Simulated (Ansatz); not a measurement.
From F to I: the HOMO–LUMO gap

One atom is swapped for its congeners: GaH2F `[F][GaH2]`; GaH2Cl `[Cl][GaH2]`; GaH2Br `[GaH2][Br]`; GaH2I `[GaH2][I]`. All are singlets with charge 0.

Shapes, held fixed at every level: PBE0-D4/def2-TZVP. Programs: Ansatz 0.2.0. Values in eV.

```csv
level,GaH2F,GaH2Br,GaH2I
PBE-D4/def2-TZVPP,5.12,4.13,3.60
B3LYP-D4/def2-TZVPP,6.84,5.64,4.98
BHLYP-D4/def2-TZVPP,9.35,7.99,7.16
PBE0-D4/def2-TZVPP,7.34,6.15,5.47
r2SCAN0-D4/def2-TZVPP,7.78,6.52,5.80
wB97M-V/def2-TZVPP,11.29,10.06,9.28
wB97X-V/def2-TZVPP,11.72,10.41,9.60
```

(1) Estimate the column for GaH2Cl from its neighbours.

Results:

(1) The mean of the neighbours at wB97X-V/def2-TZVPP is 11.07 eV, against 10.96 from the run. All rows: PBE-D4/def2-TZVPP 4.50; B3LYP-D4/def2-TZVPP 6.10; BHLYP-D4/def2-TZVPP 8.57; PBE0-D4/def2-TZVPP 6.62; r2SCAN0-D4/def2-TZVPP 7.01; wB97M-V/def2-TZVPP 10.56; wB97X-V/def2-TZVPP 10.96 eV. At wB97X-V/def2-TZVPP the HOMO–LUMO gap falls at every step, from 11.72 to 9.60 eV. Every level shows the same order. For atoms past krypton def2 sets carry core potentials with scalar relativity. Relativity is left out for Br, Ga unless named. Orbital gaps aren't excitation energies, and the LUMO depends on the basis.

The gap narrows from fluoride to iodide at every level, and the chloride always lies below the mean of its neighbours, so interpolation overestimates it. The main cause is probably the rising energy of the halogen p lone pairs as the valence shell becomes more diffuse and less electronegative, while the LUMO keeps much of the character of the empty gallium p orbital. In the fluoride the lone pairs lie deep enough that Ga–H bonding orbitals may contribute strongly to the HOMO, which would limit the widening of the gap there.

The step from chloride to bromide is the smallest in every row. This fits the incomplete shielding by the filled 3d shell, which keeps bromine closer to chlorine than a regular descent of the group would suggest. The choice of functional shifts the gap more than the whole halogen series does, probably mainly through the amount and range of exact exchange, so the ordering is much better supported than any single value. The gaps alone don't separate a rising HOMO from a shifting LUMO.
